Dear colleague,

Your Cu wires with 100 ppm Fe flatten out at low temperature, and you asked how much computation the plateau deserves. Here is the limit, then the price of each digit.

**The limit.** A fully screened spin ½ displaces one electron. The Friedel sum rule, which Langreth (1966) proved for the interacting Anderson model, gives $(\delta_\uparrow+\delta_\downarrow)/\pi=1$. The singlet makes both shifts equal, so $\delta=\pi/2$. For free electrons $\rho=\hbar k_F n_{\rm imp}\sigma_{\rm tr}/(ne^2)$ with $\sigma_{\rm tr}=(4\pi/k_F^2)\sum_l(l+1)\sin^2(\delta_l-\delta_{l+1})$. A shift in one $l$ alone gives
$$\rho=(2l+1)\,\frac{4\pi\hbar\,n_{\rm imp}}{n e^2k_F}\,\sin^2\delta .$$
Counting per orbital assumes a spherical shell. If only some $d$ orbitals scatter, the rate depends on direction and the count fails. A dot with lead half-widths $\Gamma_{L,R}$ has transmission $4\Gamma_L\Gamma_R|G_d(0)|^2$ with $|G_d(0)|=\sin\delta/(\Gamma_L+\Gamma_R)$, so its conductance is $(2e^2/h)\,4\Gamma_L\Gamma_R\sin^2\delta/(\Gamma_L+\Gamma_R)^2$.

With a typical Cu lattice constant of 3.61 Å and one free electron per atom, $k_F=1.36$ Å$^{-1}$. One orbital then gives 3.8 μΩ cm/at.%, or 38 nΩ cm at 100 ppm, and five give 19. Fe is no spin ½. I assume seven displaced $d$ electrons spread evenly over ten spin-orbitals, so $\delta=0.7\pi$, $\sin^2\delta=0.655$, and the model gives 12.4 μΩ cm/at.%.

**The solvable model.** At particle–hole symmetry any symmetric discretisation returns $\pi/2$ exactly, so the test belongs at $0.7\pi$. Take a level $\epsilon_d$ with hybridisation half-width $\Delta$ on a flat band $[-D,D]$, Fermi level at zero, $U=0$. On the imaginary axis
$$G_d(i\eta)^{-1}=-\epsilon_d+i[\eta+\Delta(\eta)],\qquad \Delta(\eta)=\frac{\Delta}{\pi}\int_{-D}^{D}\frac{\eta\,d\epsilon}{\eta^2+\epsilon^2}=\frac{2\Delta}{\pi}\arctan\frac{D}{\eta}.$$
As $\eta\to0$, $\cot\delta=\epsilon_d/\Delta$ exactly, here $-0.727$. A discrete bath replaces $\Delta(\eta)$ by $\sum_k V_k^2\eta/(\eta^2+\epsilon_k^2)$ and has to be read at finite $\eta$. With $1+r=[\eta+\Delta(\eta)]/\Delta$, the relative error of $\sin^2\delta$, and so of $\rho$ and of the conductance, is
$$e=\frac{\cot^2\delta\,[(1+r)^2-1]}{(1+r)^2+\cot^2\delta}\approx 2r\cos^2\delta=0.691\,r .$$
Errors of 10, 1 and 0.1 % allow $r=0.165$, 0.0146 and 0.00145. In a Fermi liquid the term $\eta/\Delta$ in $r$ becomes $\eta/\tilde\Delta$ with $\tilde\Delta\sim k_BT_K$. A typical $T_K$ of 30 K for Fe in Cu is 2.6 meV, against a free-electron $E_F$ of 7.1 eV, so I set $D/\Delta=1000$ as the order of magnitude. The model omits the way discretisation feeds into the self-energy.

**Linear mesh.** Put $2M+1$ levels at $md$, with $d=2D/(2M+1)$ and $V^2=\Delta d/\pi$. The infinite sum is $\Delta\coth(\pi\eta/d)$, and the band edge removes $2\Delta\eta/\pi D$, which is $6\times10^{-4}$ of $\eta$. So $r\approx\eta/\Delta+2e^{-2\pi\eta/d}$. The minimum lies at $\eta=(d/2\pi)\ln(4\pi\Delta/d)$, where $r=(d/2\pi\Delta)[\ln(4\pi\Delta/d)+1]$. The number of levels grows as $(D/\Delta r)\ln(1/r)$.

**Wilson's logarithmic mesh (1975).** Shells $n=0,\dots,M-1$ carry levels $\pm\epsilon_n$ with $\epsilon_n=\tfrac12D(1+\Lambda^{-1})\Lambda^{-n}$ and $V_n^2=(\Delta/\pi)D(1-\Lambda^{-1})\Lambda^{-n}$. The remaining weight, $V^2=2\Delta D\Lambda^{-M}/\pi$, sits in one level at zero. With $L=\ln\Lambda$, $V_n^2=\Delta L\epsilon_n/(\pi A)$, where
$$A=\frac L2\,\frac{\Lambda+1}{\Lambda-1}\approx1+\frac{L^2}{12}.$$
Each shell contributes $(\Delta L/\pi A)\,\mathrm{sech}\,\ln(\epsilon_n/\eta)$. The Fourier transform of $\mathrm{sech}\,x$ is $\pi\,\mathrm{sech}(\pi k/2)$, so Poisson summation gives
$$\sum_{n=-\infty}^{\infty}\mathrm{sech}(x_0+nL)=\frac{\pi}{L}\Big[1+2\sum_{m\ge1}\mathrm{sech}\frac{\pi^2m}{L}\cos\frac{2\pi m x_0}{L}\Big].$$
The raw mesh therefore underestimates the width by $1-1/A\approx L^2/12$ however long it is. Shrinking $L$ as $\sqrt r$ makes $M$ grow as $r^{-1/2}\ln(D/\Delta r)$.

**Rescaled logarithmic mesh.** Multiply every $V^2$ by $A$, the correction of Krishna-murthy, Wilkins and Wilson (1980). I read at $\eta=\epsilon_j$, where all cosines equal $+1$, so that nothing cancels by luck. With $p=M-j$, the zero level replaces $\mathrm{sech}\,kL$ by $2\Lambda^{-k}$ for $k\ge p$, and
$$r\approx\frac{\eta}{\Delta}+4e^{-\pi^2/L}+\frac{2L}{\pi}\frac{\Lambda^{-3p}}{1-\Lambda^{-3}} .$$
Now $L\approx\pi^2/\ln(4/r)$ suffices, and $M\approx[\ln(D/\Delta r)+\tfrac13\ln(1/r)]/L$ grows only as a product of logarithms. A further factor $\Lambda$ in $D/\Delta$ costs one shell.

**Cost.** I count for a many-body solver, which does the same work at any $U$. There are $N=2M+2$ orbitals. The one-particle levels interlace the bath levels, so $N/2$ are filled per spin and the sector dimension is $\mathcal D=\binom{N}{N/2}^2\approx 2\cdot4^N/\pi N$. Lanczos stores three vectors. Each row of $H$ has $N/2$ hops per spin plus the diagonal. The iteration count scales as the square root of spectral width over gap, about $\Lambda^{M/2}$. The work is $W=\Lambda^{M/2}(N+1)\mathcal D$ up to a constant, so I trust only ratios above ten.

The entries for $r$ use the full finite sums on the logarithmic meshes and the coth form with its edge term on the linear ones.

| mesh | $\Lambda$ | $j,M$ | $\eta/\Delta$ | $N$ | $r$ | $e$ (%) | $\mathcal D$ | $W$ |
|---|---|---|---|---|---|---|---|---|
| rescaled | 12 | 4, 5 | 0.026 | 12 | 0.104 | 6.6 | $8.5\times10^{5}$ | $5.5\times10^{9}$ |
| rescaled | 7 | 6, 7 | 0.0049 | 16 | 0.0336 | 2.3 | $1.7\times10^{8}$ | $2.6\times10^{12}$ |
| rescaled | 5 | 8, 10 | 0.0015 | 22 | 0.0103 | 0.71 | $5.0\times10^{11}$ | $3.6\times10^{16}$ |
| rescaled | 3 | 13, 16 | 0.00042 | 34 | 0.00096 | 0.066 | $5.4\times10^{18}$ | $1.3\times10^{24}$ |
| raw | 5 | 8, 10 | 0.0015 | 22 | −0.163 | −12.8 | $5.0\times10^{11}$ | $3.6\times10^{16}$ |
| raw | 1.4 | 37, 43 | 0.0034 | 88 | −0.0052 | −0.36 | $6.9\times10^{50}$ | $8.5\times10^{55}$ |
| linear | – | –, 5000 | 0.133 | 10002 | 0.164 | 9.95 | $10^{6018}$ | $>\mathcal D$ |
| linear | – | –, 90000 | 0.0124 | 180002 | 0.0142 | 0.97 | $10^{1.08\times10^{5}}$ | $>\mathcal D$ |

The raw row at $\Lambda=1.4$ profits from cancellation. Its terms add in magnitude to 0.0135, so it counts as a 1 % row.

**Cheapest for a stated accuracy,** among integer $\Lambda$ with $\eta$ on a shell. For 10 % take the rescaled mesh with 12 orbitals, since four shells give at best $r=0.22$, near $\Lambda=21$. For 1 % take 22 orbitals at $\Lambda=5$, since nine shells give 0.0164. For 0.1 % take 34 orbitals at $\Lambda=3$, since fifteen shells give 0.0018. Rescaling is free, and at $\Lambda=5$ it turns −12.8 % into 0.71 %.

**Best inside a budget.** With $10^{10}$ operations take the first row, 6.6 %; a sixth shell at $\Lambda=9$ already costs $1.3\times10^{11}$. With $10^{13}$ operations and $10^9$ stored numbers take the second row, 2.3 %. Its three vectors hold $5.0\times10^8$ numbers, while 18 orbitals have $\mathcal D=2.4\times10^9$.

Beyond that, one maps the logarithmic bath to a chain with hoppings falling as $\Lambda^{-n/2}$, adds one site at a time and keeps $K$ states. This is the numerical renormalisation group. Dense diagonalisation without symmetries costs $N(4K)^3$ operations and $(4K)^2$ numbers per matrix. For an assumed $K=1000$ that is $1.6\times10^7$ numbers, with $1.4\times10^{12}$ operations for 22 orbitals and $2.2\times10^{12}$ for 34. At 22 orbitals Lanczos costs $2.5\times10^4$ times more. The 0.066 % row then fits the $10^{13}$ budget, but only if truncation adds less than that, which my table does not measure. Running the code at $U=0$ against the $r$ column measures it, and each doubling of $K$ costs a factor 8. A linear mesh has no separation of scales to justify the truncation. All counts are for one orbital. Five coupled orbitals raise $\mathcal D$ to roughly its fifth power and the states per added site from 4 to 1024.

**For your wires.** The 2.3 % row shifts the model's 12.4 by 0.3 μΩ cm/at.%. An assumed non-resonant $p$-wave shift of 0.1 rad, with $\delta_0=0$, changes $5\sin^2\delta_2$ into $\sin^2\delta_1+2\sin^2(\delta_1-\delta_2)+3\sin^2\delta_2$ and raises $\rho$ by 6 %. That neglected term outweighs the mesh error, so 16 orbitals are enough and further digits are wasted until the background shifts are known. The low-temperature value for Fe in Cu typically lies between about 10 and 15 μΩ cm/at.%. I chose seven electrons so as to land in that range, so the 12.4 tests nothing. The one-orbital limit falls roughly three to four times short of the range and the five-orbital limit lies above it, so your plateau should be read as $5\sin^2\delta_2$ in units of 3.8 μΩ cm/at.%.

With best regards.